**Relativistic change of the radial density of Sb²⁺**

The table holds 4πr²n(r) of spherical Sb²⁺ from non-relativistic Hartree-Fock with a point nucleus and from Dirac-Coulomb Hartree-Fock with a Fermi nucleus, both without correlation. The program tests the cusp law, the parameter-free hydrogen-like 1s ratio ∝ r^(2γ−2), a model of hydrogen-like shells scaled to the computed mean radii, and the asymptotic tail laws for 5s and 5p. The cusp law holds within 1% of the table out to 0.0119 bohr, and the 1s ratio is 1.1 to 1.5% low over the first eight rows, whose fitted exponent is −0.1428 against −0.1437 from theory. Shell contraction fails near the nucleus but gives the right side of 1 in nine of the ten outer rows, with poor sizes in the valence region. The slopes of the tail lie between the 5s and 5p laws, but both shells peak near 2 bohr, so the last rows are not yet asymptotic.

Radial electron density of Sb²⁺ (Z = 51), [Kr] 4d¹⁰ 5s² 5p¹, computed with B-spline radial code 1 at the basis-set limit. The non-relativistic Hartree-Fock run uses a configuration average and a point nucleus; the Dirac-Coulomb Hartree-Fock run uses an average over nl shells and a Fermi nucleus (mass number 121, rms radius 4.6802 fm).

## Script

```python
# Table: radial density 4 pi r^2 n(r) of Sb2+ (Z=51), B-spline radial code, non-relativistic HF
# (point nucleus) and Dirac-Coulomb HF (Fermi nucleus). Tested: cusp law, r^(2 gamma-2) law of the
# ratio, shell contraction as source of the oscillation, and the asymptotic tail law.
T = {
    'r': [0.000392, 0.000601, 0.000921, 0.00141, 0.00216, 0.00332, 0.00779, 0.0119, 0.0183, 0.0281, 0.043, 0.0659, 0.101, 0.155, 0.237, 0.364, 1.31, 2.01, 3.08],  # bohr
    'D_nr': [0.1733, 0.3989, 0.9066, 2.022, 4.395, 9.226, 32.26, 49.78, 62.8, 61.47, 56.18, 71.63, 82.19, 61.18, 68.01, 48.53, 9.097, 2.55, 0.772],  # electrons/bohr
    'D_dirac': [0.3166, 0.6865, 1.469, 3.083, 6.305, 12.44, 38.48, 55.88, 66.49, 62.54, 58.24, 75.43, 82.03, 59.84, 69.18, 47.5, 9.071, 2.605, 0.7121],  # electrons/bohr
    'ratio': [1.826, 1.721, 1.62, 1.525, 1.435, 1.349, 1.193, 1.122, 1.059, 1.017, 1.037, 1.053, 0.998, 0.978, 1.017, 0.979, 0.997, 1.021, 0.922],
}
import numpy as np
from scipy.constants import alpha, physical_constants as pc
from scipy.special import gamma as G, eval_genlaguerre as Lg
r, A, B, q = (np.array(T[k], float) for k in ('r', 'D_nr', 'D_dirac', 'ratio'))
Z = 51; fm = pc['Bohr radius'][0]*1e15
# typed from further outputs of the same runs: densities at nucleus (total, 1s, 2s), radii, levels
n0, n0d = (93430.81, 41348.94, 4336.879), (200204.2, 87009.54, 10302.35)
rms = 4.6802/fm; r001 = (3.983, 3.927)
lev = ((-1.157776, -0.885732), (-1.20758, -0.8804651))  # 5s and 5p (Dirac: 5p3/2), hartree
# (n, l, electrons, mean radius non-rel, mean radius j=l-1/2 or s, mean radius j=l+1/2)
S = [(1,0,2,.02981586,.02841492,0), (2,0,2,.1284926,.1220357,0), (2,1,6,.1097489,.103361,.108794),
     (3,0,2,.341987,.3285445,0), (3,1,6,.3333262,.3197424,.3306889), (3,2,10,.304553,.3023302,.3058461),
     (4,0,2,.8211735,.7930426,0), (4,1,6,.8672702,.8367988,.8636398), (4,2,10,1.011674,1.011622,1.024523),
     (5,0,2,2.217478,2.138902,0), (5,1,1,2.559019,2.482161,2.555717)]
ex = lambda z: 2*np.sqrt(1-(z*alpha)**2)-2
p = ex(Z); g = 1+p/2
k = np.rint(np.log(r/r[0])/np.log(r[5]/r[0])*5); h = np.polyfit(k, np.log(r), 1)[0]
print(f"Z alpha {Z*alpha:.4f}, gamma {g:.4f}, 2gamma-2 {p:.4f}; same formula As {ex(33):.4f}, Bi {ex(83):.4f}")
print(f"grid factor {np.exp(h):.4f}; law gives {100*np.expm1(-p*h):.1f}% per inward step; skipped points after r =",
      ', '.join(f"{r[i]:g} ({int(k[i+1]-k[i]-1)})" for i in range(len(r)-1) if k[i+1]-k[i] > 1))
cusp = 4*np.pi*r**2*n0[0]*np.exp(-2*Z*r); m1 = 2/G(2*g+1)*(2*Z*r)**p
dr = 0.5*10**(np.floor(np.log10(r))-2)/r; sl = np.diff(np.log(q))/(h*np.diff(k))
print("r | cusp error % (rounding of r, %) | 1s Dirac ratio, error % | slope to next row (rounding)")
for i in range(10):
    ds = 5e-4*(1/q[i]+1/q[i+1])/(h*(k[i+1]-k[i]))
    print(f"{r[i]:<8g} {100*(cusp[i]/A[i]-1):+6.2f} ({100*abs(2-2*Z*r[i])*dr[i]:.2f}) | {m1[i]:.3f} "
          f"{100*(m1[i]/q[i]-1):+5.2f} | {sl[i]:+.4f} ({ds:.4f})")
pf, c = np.polyfit(np.log(r[0])+h*k[:8], np.log(q[:8]), 1)
print(f"fitted exponent, first 8 rows (1s region): {pf:.4f}; 1s prefactor 2/Gamma {2/G(2*g+1):.4f}")
e = [b/a for a, b in zip(n0, n0d)]; rx = r[5]*(e[0]/q[5])**(1/p)
print(f"at nucleus Dirac/non-rel: total {e[0]:.3f}, 1s {e[1]:.3f}, 2s {e[2]:.3f}; total over 1s "
      f"{100*(e[0]/e[1]-1):+.1f}%; 1s share {200*n0d[1]/n0d[0]:.1f}%")
print(f"rms radius {rms:.2e} bohr, first row {r[0]/rms:.1f} times that; law from r={r[5]:g} reaches total at {rx*fm:.1f} fm")
def P2(n, l, m):
    x = r*(3*n*n-l*(l+1))/(m*n)
    return x/r*G(n-l)/(2*n*G(n+l+1))*x**(2*l+2)*np.exp(-x)*Lg(n-l-1, 2*l+1, x)**2
Am = sum(N*P2(n, l, a) for n, l, N, a, b, d in S)
Bm = sum(N*(P2(n, l, b) if l == 0 else (l*P2(n, l, b)+(l+1)*P2(n, l, d))/(2*l+1)) for n, l, N, a, b, d in S)
qm = Bm/Am
print("r | Dirac minus non-rel, e/bohr | ratio | contraction model ratio, difference | model D_nr error %")
for i in range(len(r)):
    print(f"{r[i]:<8g} {B[i]-A[i]:+7.3f} | {q[i]:.3f} | {qm[i]:.3f} {qm[i]-q[i]:+.3f} | {100*(Am[i]/A[i]-1):+6.1f}")
o = slice(9, None); w = 9+np.argmax(abs(qm-q)[o]); nc = int(np.sum(np.diff(np.sign(q-1)) != 0))
print(f"r >= {r[9]:g}: same side of 1 in {int(np.sum((qm[o] > 1) == (q[o] > 1)))} of {len(r)-9} rows, rms "
      f"{np.sqrt(np.mean((qm-q)[o]**2)):.3f}, worst r={r[w]:g}; ratio rounding 0.0005; crossings of 1: {nc}")
f = r*(B-A); gain = np.sum(0.5*(f[1:10]+f[:9])*np.diff(np.log(r[:10])))
print(f"extra electrons between r={r[0]:g} and {r[9]:g} (coarse trapezoid): {gain:.2f}")
sh = [f"{n}{'spd'[l]} {100*((b if l == 0 else (l*b+(l+1)*d)/(2*l+1))/a-1):+.1f}" for n, l, N, a, b, d in S]
print("mean radius change, % (j-averaged):", ', '.join(sh[:6]))
print("  ", ', '.join(sh[6:]), f"; 5p1/2 {100*(S[-1][4]/S[-1][3]-1):+.1f}, 5p3/2 {100*(S[-1][5]/S[-1][3]-1):+.1f}")
print("tail slope of ln D, 1/bohr: interval | table | 5s law | 5p law (last point: density 0.001/bohr^3)")
for nm, D, R, ee in zip(("non-rel", "Dirac"), (A, B), r001, lev):
    for r1, r2, d1, d2 in ((r[-2], r[-1], D[-2], D[-1]), (r[-1], R, D[-1], 4e-3*np.pi*R*R)):
        t = [6/kp*np.log(r2/r1)/(r2-r1)-2*kp for kp in np.sqrt(-2*np.array(ee))]
        print(f"{nm} {r1:g}-{r2:g} | {np.log(d2/d1)/(r2-r1):+.2f} | {t[0]:+.2f} | {t[1]:+.2f}")
assert np.all(abs(cusp[:7]/A[:7]-1) < 0.01)
assert -0.15 < pf < -0.135
assert np.argmax(q) == 0 and np.argmax(B-A) == 6
assert nc == 5 and q[-1] < 1
```

Printed output:

```
Z alpha 0.3722, gamma 0.9282, 2gamma-2 -0.1437; same formula As -0.0589, Bi -0.4086
grid factor 1.5328; law gives 6.3% per inward step; skipped points after r = 0.00332 (1), 0.364 (2)
r | cusp error % (rounding of r, %) | 1s Dirac ratio, error % | slope to next row (rounding)
0.000392  +0.03 (0.25) | 1.806 -1.11 | -0.1387 (0.0013)
0.000601  -0.01 (0.16) | 1.698 -1.33 | -0.1416 (0.0014)
0.000921  +0.00 (0.10) | 1.597 -1.41 | -0.1415 (0.0015)
0.00141   -0.02 (0.66) | 1.502 -1.49 | -0.1424 (0.0016)
0.00216   -0.01 (0.41) | 1.413 -1.53 | -0.1447 (0.0017)
0.00332   -0.02 (0.25) | 1.328 -1.53 | -0.1439 (0.0009)
0.00779   -0.22 (0.08) | 1.175 -1.49 | -0.1437 (0.0020)
0.0119    -0.78 (0.33) | 1.106 -1.44 | -0.1353 (0.0021)
0.0183    -3.17 (0.04) | 1.040 -1.84 | -0.0947 (0.0023)
0.0281   -14.16 (0.15) | 0.977 -3.89 | +0.0456 (0.0023)
fitted exponent, first 8 rows (1s region): -0.1428; 1s prefactor 2/Gamma 1.1370
at nucleus Dirac/non-rel: total 2.143, 1s 2.104, 2s 2.376; total over 1s +1.8%; 1s share 86.9%
rms radius 8.84e-05 bohr, first row 4.4 times that; law from r=0.00332 reaches total at 7.0 fm
r | Dirac minus non-rel, e/bohr | ratio | contraction model ratio, difference | model D_nr error %
0.000392  +0.143 | 1.826 | 1.154 -0.672 |   -2.6
0.000601  +0.288 | 1.721 | 1.152 -0.569 |   -2.6
0.000921  +0.562 | 1.620 | 1.151 -0.469 |   -2.5
0.00141   +1.061 | 1.525 | 1.148 -0.377 |   -2.4
0.00216   +1.910 | 1.435 | 1.144 -0.291 |   -2.2
0.00332   +3.214 | 1.349 | 1.137 -0.212 |   -1.9
0.00779   +6.220 | 1.193 | 1.112 -0.081 |   -0.9
0.0119    +6.100 | 1.122 | 1.089 -0.033 |   -0.1
0.0183    +3.690 | 1.059 | 1.056 -0.003 |   +0.6
0.0281    +1.070 | 1.017 | 1.015 -0.002 |   +0.0
0.043     +2.060 | 1.037 | 1.012 -0.025 |   -4.6
0.0659    +3.800 | 1.053 | 1.056 +0.003 |   -3.6
0.101     -0.160 | 0.998 | 1.021 +0.023 |   +6.2
0.155     -1.340 | 0.978 | 0.953 -0.025 |   -3.4
0.237     +1.170 | 1.017 | 1.024 +0.007 |   -9.1
0.364     -1.030 | 0.979 | 0.993 +0.014 |  +35.6
1.31      -0.026 | 0.997 | 0.979 -0.018 |  +30.9
2.01      +0.055 | 1.021 | 1.231 +0.210 |  -48.9
3.08      -0.060 | 0.922 | 0.871 -0.051 |  +38.2
r >= 0.0281: same side of 1 in 9 of 10 rows, rms 0.070, worst r=2.01; ratio rounding 0.0005; crossings of 1: 5
extra electrons between r=0.000392 and 0.0281 (coarse trapezoid): 0.11
mean radius change, % (j-averaged): 1s -4.7, 2s -5.0, 2p -2.5, 3s -3.9, 3p -1.9, 3d -0.0
   4s -3.4, 4p -1.5, 4d +0.8, 5s -3.5, 5p -1.1 ; 5p1/2 -3.0, 5p3/2 -0.1
tail slope of ln D, 1/bohr: interval | table | 5s law | 5p law (last point: density 0.001/bohr^3)
non-rel 2.01-3.08 | -1.12 | -1.47 | -0.86
non-rel 3.08-3.983 | -1.50 | -1.92 | -1.38
Dirac 2.01-3.08 | -1.21 | -1.57 | -0.85
Dirac 3.08-3.927 | -1.54 | -2.00 | -1.36
```
